Dear colleague,

The geometric phase that your $^7$Li atoms collect between the capacitor arms is fixed by two quantities only: the projection of the magnetic moment on the normal to the interferometer plane, and the charge per unit height on the septum between the arms. I derive this in SI units, with $z$ normal to the plane, the beam along $+x$, and loops counted positive when they run counter-clockwise seen from $+z$.

\textbf{Premises.} (i) The atom is neutral, pointlike on the scale of the fields, and slow, so that I keep the first order in $v/c$. (ii) The laboratory fields $\mathbf E(\mathbf r)$ and $\mathbf B_0$ are static. (iii) In its rest frame the atom has the interaction energy $-\boldsymbol\mu\cdot\mathbf B'-\tfrac12\alpha E'^2$, with $\alpha$ the scalar static polarisability. (iv) To first order in $v/c$ the rest-frame fields are
\begin{equation}
\mathbf B'=\mathbf B_0-\frac{\mathbf v\times\mathbf E}{c^2},\qquad \mathbf E'=\mathbf E+\mathbf v\times\mathbf B_0 .
\label{lorentz}
\end{equation}
The field exerts no force $q\mathbf E$ on a neutral atom, so the Thomas precession that halves the spin--orbit coupling of a bound electron has no counterpart of comparable size here.

\textbf{Canonical momentum.} I first drop $\alpha$ and $\mathbf B_0$ and restore them later. The Lagrangian is kinetic energy minus interaction energy. The triple product is cyclic, $-\boldsymbol\mu\cdot(\mathbf v\times\mathbf E)=\boldsymbol\mu\cdot(\mathbf E\times\mathbf v)=\mathbf v\cdot(\boldsymbol\mu\times\mathbf E)$, so
\begin{equation}
\mathcal L=\tfrac12 mv^2+\mathbf v\cdot\boldsymbol{\mathcal A},\qquad
\boldsymbol{\mathcal A}=\frac{\boldsymbol\mu\times\mathbf E}{c^2}.
\label{lag}
\end{equation}
Differentiating with respect to $\mathbf v$ and forming $H=\mathbf p\cdot\mathbf v-\mathcal L$ gives
\begin{equation}
\mathbf p=m\mathbf v+\frac{\boldsymbol\mu\times\mathbf E}{c^2},\qquad
H=\frac{(\mathbf p-\boldsymbol{\mathcal A})^2}{2m}.
\label{ham}
\end{equation}
This is the minimal coupling of a charge with $q\mathbf A$ replaced by $\boldsymbol{\mathcal A}$.

\textbf{When the motion is free of force.} For fixed $\boldsymbol\mu$ and static $\mathbf E$ the Euler--Lagrange equation reads $m\dot{\mathbf v}+(\mathbf v\cdot\nabla)\boldsymbol{\mathcal A}=\nabla(\mathbf v\cdot\boldsymbol{\mathcal A})$, that is
\begin{equation}
m\dot{\mathbf v}=\mathbf v\times(\nabla\times\boldsymbol{\mathcal A}),\qquad
c^2\,\nabla\times\boldsymbol{\mathcal A}=\boldsymbol\mu\,(\nabla\cdot\mathbf E)-(\boldsymbol\mu\cdot\nabla)\mathbf E .
\label{force}
\end{equation}
The first term of the curl is $\boldsymbol\mu\rho/\epsilon_0$ and vanishes wherever the atom can fly. The second vanishes if $\mathbf E$ does not change along $\boldsymbol\mu$. I therefore take $\boldsymbol\mu$ along $z$ and a charge distribution independent of $z$, for which $\partial_z\mathbf E=0$ and $E_z=0$.

\textbf{Why the phase is Abelian.} In quantum mechanics $\boldsymbol\mu$ is an operator whose components do not commute, and in general neither do those of $\boldsymbol{\mathcal A}$. For $E_z=0$,
\begin{equation}
c^2\mathcal A_x=-\mu_zE_y,\qquad c^2\mathcal A_y=\mu_zE_x,\qquad c^2\mathcal A_z=\mu_xE_y-\mu_yE_x .
\label{comp}
\end{equation}
For motion in the plane only $\mathcal A_x$ and $\mathcal A_y$ enter. Both are proportional to $\mu_z$, so $\mu_z$ commutes with $H$, there is no torque, and each eigenstate of $\mu_z$ sees an ordinary vector potential. In your apparatus the bias field $\mathbf B_0=B_0\hat{\mathbf z}$ does this job more robustly. It splits the sublevels by far more than the motional coupling, which is then a first-order perturbation. In a sublevel of energy $\mathcal E(B_0)$ the operator $\boldsymbol\mu$ is replaced by its expectation value: $\langle\mu_x\rangle=\langle\mu_y\rangle=0$ by axial symmetry, which removes $\mathcal A_z$, and $\mu_z=-\partial\mathcal E/\partial B_0$ by the Hellmann--Feynman theorem.

\textbf{The phase on one arm.} In a simply connected charge-free region $\nabla\times\boldsymbol{\mathcal A}=0$, so $S(\mathbf r)=\int_{\mathbf r_0}^{\mathbf r}\boldsymbol{\mathcal A}\cdot d\mathbf l$ does not depend on the path and $\nabla S=\boldsymbol{\mathcal A}$. With $\mathbf p=-i\hbar\nabla$,
\begin{equation}
(\mathbf p-\boldsymbol{\mathcal A})\,e^{iS/\hbar}\chi=e^{iS/\hbar}\,\mathbf p\,\chi .
\label{gauge}
\end{equation}
Applying this twice shows that $\psi=e^{iS/\hbar}\chi$ solves the Schr\"odinger equation of \eqref{ham} whenever $\chi$ solves it for $\boldsymbol{\mathcal A}=0$. Any added potential energy commutes with $e^{iS/\hbar}$, so the statement survives the light potentials of the gratings and the Stark potential. Each arm lies in its own simply connected region. Let arm $a$ pass at $y<0$ and arm $b$ at $y>0$. Forward along $a$ and back along $b$ is a positive loop $C$, and the fringe shift is
\begin{equation}
\varphi_{AC}=\varphi_a-\varphi_b=\frac{1}{\hbar c^2}\oint_C(\boldsymbol\mu\times\mathbf E)\cdot d\mathbf l .
\label{loop}
\end{equation}

\textbf{The same phase as a Berry phase.} Hold the atom in a trap $W(\mathbf r-\mathbf R)$ that does not overlap the charge, with a nondegenerate real normalised bound state $\chi$ for $\boldsymbol{\mathcal A}=0$. By \eqref{gauge} the eigenstate of $H+W$ is
\begin{equation}
\psi_{\mathbf R}(\mathbf r)=\exp\Big[\frac{i}{\hbar}\int_{\mathbf R}^{\mathbf r}\boldsymbol{\mathcal A}\cdot d\mathbf l\Big]\chi(\mathbf r-\mathbf R),
\end{equation}
with the path kept inside the trap. It is single-valued in $\mathbf R$, and its energy does not depend on $\mathbf R$. Carried slowly round $C$, it gains beyond the dynamical phase the factor $e^{i\gamma}$ with $\gamma=\oint i\langle\psi_{\mathbf R}|\nabla_{\mathbf R}\psi_{\mathbf R}\rangle\cdot d\mathbf R$. The derivative of the lower limit gives $-i\boldsymbol{\mathcal A}(\mathbf R)/\hbar$, and $\nabla_{\mathbf R}\chi=-\nabla\chi$, hence
\begin{equation}
i\langle\psi_{\mathbf R}|\nabla_{\mathbf R}\psi_{\mathbf R}\rangle=\frac{\boldsymbol{\mathcal A}(\mathbf R)}{\hbar}-i\int\chi\nabla\chi\,d^2r=\frac{\boldsymbol{\mathcal A}(\mathbf R)}{\hbar},
\end{equation}
because $\chi\nabla\chi=\tfrac12\nabla\chi^2$ integrates to zero. The Berry connection is $\boldsymbol{\mathcal A}/\hbar$, $\gamma$ equals \eqref{loop}, and by \eqref{force} the Berry curvature is $\mu_z\rho/(\hbar\epsilon_0c^2)$, confined to the charge.

\textbf{Evaluation.} Write $(\hat{\mathbf z}\times\mathbf E)\cdot d\mathbf l=\mathbf E\cdot(d\mathbf l\times\hat{\mathbf z})$. On a positive loop $d\mathbf l\times\hat{\mathbf z}=\hat{\mathbf n}\,dl$ with $\hat{\mathbf n}$ the outward normal in the plane. The integral is then the electric flux per unit height out of the prism built on $C$, whose end faces carry no flux since $E_z=0$. Gauss's law gives
\begin{equation}
\varphi_{AC}=\frac{\mu_z}{\hbar c^2}\oint_C\mathbf E\cdot\hat{\mathbf n}\,dl=\frac{\mu_z\lambda}{\hbar\epsilon_0c^2}=\frac{\mu_0\mu_z\lambda}{\hbar},
\label{ac}
\end{equation}
where $\lambda$ is the enclosed charge per unit height. A single line confirms it directly: $\mathbf E=\lambda\hat{\mathbf r}/(2\pi\epsilon_0r)$ gives $\boldsymbol{\mathcal A}=\mu_z\lambda\hat{\boldsymbol\phi}/(2\pi\epsilon_0c^2r)$, and $\hat{\boldsymbol\phi}\cdot d\mathbf l/r=d\phi$ integrates to $2\pi$ for any loop that winds once round the line and to zero for one that does not enclose it. This is the result of Aharonov and Casher (1984). It contains neither the shape of the loop nor the mass nor the velocity. Since it does not vary with the wave number, it shifts the fringes without displacing one wave packet against the other.

\textbf{Duality.} A moment at $\mathbf R$ makes the vector potential $\mathbf A=\mu_0\,\boldsymbol\mu\times(\mathbf r-\mathbf R)/(4\pi|\mathbf r-\mathbf R|^3)$ at $\mathbf r$. A charge $q$ at $\mathbf r$ makes the field $\mathbf E=q(\mathbf R-\mathbf r)/(4\pi\epsilon_0|\mathbf r-\mathbf R|^3)$ at $\mathbf R$. With $\mu_0\epsilon_0c^2=1$ one reads off $\boldsymbol\mu\times\mathbf E/c^2=-q\mathbf A$, so the couplings of the two bodies add to
\begin{equation}
\mathcal L_{\rm int}=q\,(\dot{\mathbf r}-\dot{\mathbf R})\cdot\mathbf A(\mathbf r-\mathbf R),
\end{equation}
which depends on relative motion alone. A line of moments with moment $M$ per unit length is a solenoid of flux $\Phi=\mu_0M$, and a charge circling it gains the Aharonov--Bohm phase $q\Phi/\hbar=\mu_0qM/\hbar$. Exchanging the roles, $qM\to\mu_z\lambda$, gives \eqref{ac}. The duality has a limit: the charge moves where the magnetic field is zero, whereas your atom moves in a finite electric field, which polarises it and which would make a transverse moment precess.

\textbf{Capacitor arms.} Let the grounded septum lie at $y=0$ and two electrodes at $y=\pm d$, both at potential $V$. Then $E_y=+V/d$ on arm $a$ and $E_y=-V/d$ on arm $b$. I define the effective length $L$ by $\int|E_y|\,dx=VL/d$ along an arm, fringe fields included. From \eqref{comp}, $\hbar\varphi_a=-\mu_zVL/(c^2d)$ and $\varphi_b=-\varphi_a$, so
\begin{equation}
\varphi_{AC}=-\frac{2\mu_zVL}{\hbar c^2d},\qquad \lambda=-\frac{2\epsilon_0VL}{d}.
\label{cap}
\end{equation}
The second form is the charge induced on both faces of the septum. The electrodes lie outside the loop and their charge does not count. With opposite potentials on the two electrodes the fields are parallel, the septum is neutral overall, and the phase vanishes.

\textbf{The moment of $^7$Li.} The ground level has $J=1/2$, $I=3/2$. Leave out the nuclear Zeeman term for the moment, so that $H_{\rm int}=\Delta\,(\tfrac12\mathbf I\cdot\mathbf J+xJ_z)$, with angular momenta in units of $\hbar$, $\Delta$ the $F=2$--$F=1$ splitting and $x=g_J\mu_BB_0/\Delta$. In the basis $|m_J=\pm\tfrac12,\,m_I=m\mp\tfrac12\rangle$ the diagonal elements are $\Delta[-\tfrac18\pm(\tfrac m4+\tfrac x2)]$ and the off-diagonal one is $\Delta\sqrt{4-m^2}/4$. Diagonalising, and differentiating with respect to $B_0$,
\begin{equation}
\mathcal E_\pm=-\frac\Delta8\pm\frac\Delta2\sqrt{1+mx+x^2},\qquad
\mu_z=\mp\frac{g_J\mu_B}{4}\,\frac{m+2x}{\sqrt{1+mx+x^2}},
\label{br}
\end{equation}
with the upper sign for $F=2$ and the lower for $F=1$ (for $m=-2$ this form needs $x<1$). At small $x$ and $g_J\approx2$ this is $\mu_z=-g_Fm\mu_B$ with $g_F=\pm\tfrac12$. The stretched states $m=\pm2$ are product states, so their moment is independent of $B_0$ and the nuclear moment $\mu_I$ simply adds: $\mu_z=\mp(g_J\mu_B/2-\mu_I)$.

\textbf{Restoring $\alpha$ and $B_0$.} From premise (iii) and \eqref{lorentz} the Lagrangian gains $\mu_zB_0+\tfrac12\alpha E^2+\alpha\mathbf E\cdot(\mathbf v\times\mathbf B_0)$, up to a term in $v^2B_0^2$ that is the same on both arms. The first two terms give dynamical phases proportional to $1/v$, Zeeman and Stark. The third equals $\mathbf v\cdot(\alpha B_0\,\hat{\mathbf z}\times\mathbf E)$, which has the form of \eqref{lag} with $\mu_z/c^2\to\alpha B_0$. It is the He--McKellar--Wilkens phase of the induced dipole,
\begin{equation}
\varphi_{HMW}=-\frac{2\alpha B_0VL}{\hbar d}.
\end{equation}

\textbf{Numbers.} As given inputs I take $V=800$ V, $d=1.0$ mm, $L=50$ mm, $v=1000$ m/s, $B_0=0.1$ mT (1 G), and the approximate atomic values $g_J=2.0023$, $\mu_I=3.256\,\mu_N$, $\Delta/h=803.5$ MHz, mass 7.016 u and $\alpha=4\pi\epsilon_0\times24.3$ \AA$^3=2.704\times10^{-39}$ C\,m$^2$/V. Then $E=0.80$ MV/m, the transit time is $T=L/v=50\ \mu$s, the motional field is $vE/c^2=8.90$ nT, and $\lambda=-708$ nC/m. For a moment of one Bohr magneton \eqref{cap} has the size
\begin{equation}
\varphi_0=\frac{2\mu_BVL}{\hbar c^2d}=78.28\ \text{mrad},
\end{equation}
or $97.8\ \mu$rad/V. For $F=2$, $m=+2$ the moment is $\mu_z=-0.9994\,\mu_B$, so
\begin{equation}
\varphi_{AC}(m=\pm2)=\pm78.2\ \text{mrad},
\end{equation}
and the two stretched states differ by 156 mrad. The $m=\pm1$ levels give about $\pm39$ mrad in $F=2$ and $\mp39$ mrad in $F=1$. The moments of the eight sublevels sum to zero because $\mu_z$ is traceless, so an unpolarised beam shows no first-order shift and you must pump the beam optically. The third figure is worth only as much as your knowledge of $L/d$.

\textbf{Competing terms.} The Stark energy is $\tfrac12\alpha E^2=h\times1.31$ MHz. Taking the length for $\int E^2dx$ equal to $L$, the Stark phase is $\alpha E^2T/(2\hbar)=410$ rad on each arm, $5.2\times10^3$ times the signal. It cancels only between identical capacitors. A fractional field mismatch $\delta$ leaves $2\delta\times410$ rad, which equals the signal at $\delta=9.5\times10^{-5}$. A geometric mismatch is even in $V$. A difference of contact potentials enters through the cross term of $(V+V_c)^2$ and is odd in $V$: 76 mV mimics the whole signal. The Zeeman phase over the capacitor is $\mu_BB_0T/\hbar=440$ rad on each arm, and a difference of $B_0$ between the arms of $2vE/c^2=17.8$ nT equals the signal. It is odd in $m$ for the stretched states but independent of $V$. Finally $\varphi_{HMW}=-0.205$ mrad, odd in $V$, independent of $m$, and growing linearly with $B_0$. Reversing $B_0$ with the moment following it flips $\varphi_{AC}$ and $\varphi_{HMW}$ together, so the moment has to be reversed by pumping at fixed $B_0$. Only $\varphi_{AC}$ is odd in both $V$ and $m$, which gives
\begin{equation}
\varphi_{AC}(V,+2)=\tfrac14\big[\varphi(V,+2)-\varphi(-V,+2)-\varphi(V,-2)+\varphi(-V,-2)\big].
\end{equation}
This combination assumes that the phases add, which holds atom by atom. After averaging over velocity and height in the beam it holds if the spreads of the residual Stark and Zeeman phases are small against one radian. A scan of $v$ is an independent test, since the dynamical residues scale as $1/v$ and the signal stays constant.

\textbf{Range of validity.} (a) First order in $v/c=3.3\times10^{-6}$. The term $\mathcal A^2/2m$ is of order $c^{-4}$, beyond the accuracy of the premises, and harmless since $\mathcal A/(mv)=7.1\times10^{-12}$. (b) Path independence needs $\rho=0$ along the arms and $\partial_z\mathbf E=0$, so electrodes that reach many gaps $d$ above and below the beam. Otherwise \eqref{loop} still gives the first-order phase, but the last term of \eqref{force} makes it depend on the path. (c) The Abelian reduction needs the motional field to be small against the bias; the ratio is $8.9\times10^{-5}$, and corrections and sublevel transitions are of the order of its square. If a uniform $\mathbf B_0$ is tilted by $\theta$ from the $z$ axis, the curl in \eqref{force} acts only through in-plane gradients at the capacitor ends, and for straight arms along $x$ the phase \eqref{cap} is multiplied by $\cos\theta$. (d) The sublevel must follow $\mathbf B_0$ adiabatically. Adjacent sublevels are split by $\nu_L=\mu_BB_0/(2h)=0.70$ MHz, so the direction of $\mathbf B_0$ must turn over distances long against $v/(2\pi\nu_L)=0.23$ mm, and it must turn alike on both arms, or the spin adds a Berry phase of its own. (e) The low-field moments need $x\ll1$. Here $x=3.5\times10^{-3}$, which by \eqref{br} raises the size of the $m=+1$ moments by 0.5\,\%, while the stretched-state moment and with it the 78.2 mrad are unaffected by hyperfine decoupling.